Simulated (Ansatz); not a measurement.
# LaFePO: pressure against volume scale

Results calculated with Ansatz 0.2.0, not measured. Free energy against uniform scaling of the volume at fixed shape and fractions; periodic cell, basis, potentials, k mesh and filling as listed.

The cell before it is scaled or strained (space group P4/nmm, No. 129):
```
LaFePO
1.0
      4.0689     0.0000     0.0000
      0.0000     4.0689     0.0000
      0.0000     0.0000     9.0850
La Fe P O
2 2 2 2
Direct
  0.50000 0.00000 0.13515
  0.00000 0.50000 0.86485
  0.00000 0.00000 0.50000
  0.50000 0.50000 0.50000
  0.50000 0.00000 0.66575
  0.00000 0.50000 0.33425
  0.00000 0.00000 0.00000
  0.50000 0.50000 0.00000
```

Settings of every row: functional PBEsol; dispersion none; potentials PAW; wave cutoff 500 eV; density cutoff 2000 eV; k mesh 7x7x3; k shift 0x0x0; occupations fermi dirac; smearing width 0.1 eV; spin collinear; SCF threshold exponent -7.

Limits: a known weakness of the program can leave such a cell on a higher state; coarse k mesh, up to 40 meV an atom off; minimum outside the range; state may not be the lowest; stress loosely converged; the cell comes from a prototype or a list of computed structures and needn't be the stable phase.

| row | volume scale | V (Å³/atom) | pressure (GPa) | energy above lowest point (meV/atom) |
| --- | --- | --- | --- | --- |
| 1 | 0.94 | 17.673 | ? | ? |
| 2 | 0.96 | 18.049 | -8.72 | 18.8 |
| 3 | 0.98 | 18.425 | -10.04 | 40.8 |
| 4 | 1 | 18.801 | -11.27 | 65.9 |
| 5 | 1.02 | 19.177 | -12.41 | 93.7 |
| 6 | 1.04 | 19.553 | -13.44 | 124 |
| 7 | 1.06 | 19.929 | -14.38 | 156.7 |

Question: what pressure should row 1 give?

Worked fit of pressure. Take u = (V_r/V)^(2/3) − 1 with V_r = 18.989 Å³ an atom, which is twice the finite (Eulerian) strain; such expansions in the strain, on which the Birch-Murnaghan equation of state is built, carry the rest volume and the bulk modulus. The shown rows have u = 0.03443, 0.0203, 0.00666, -0.00655, -0.01932, -0.0317. Least squares give pressure = −11.851 + 86.03 × u + 171.6 × u² − 834 × u³ GPa; a parabola predicts inner rows, each left out in turn, worse (root mean square 0.011 against 0.0046 GPa). All shown rows lie on it to the printed digit. The withheld row has u = 0.04905, so the fit gives −11.851 + 86.03 × (0.04905) + 171.6 × (0.04905)² − 834 × (0.04905)³ = -7.32 GPa.

The calculation gave -7.3 GPa. The fit lies 0.02 GPa (0.28 % of the column's range) below it; its largest miss of a shown row is 0.00 GPa. This row lies beyond the range of the fit.

The other values of row 1: energy above lowest point 0 meV/atom.
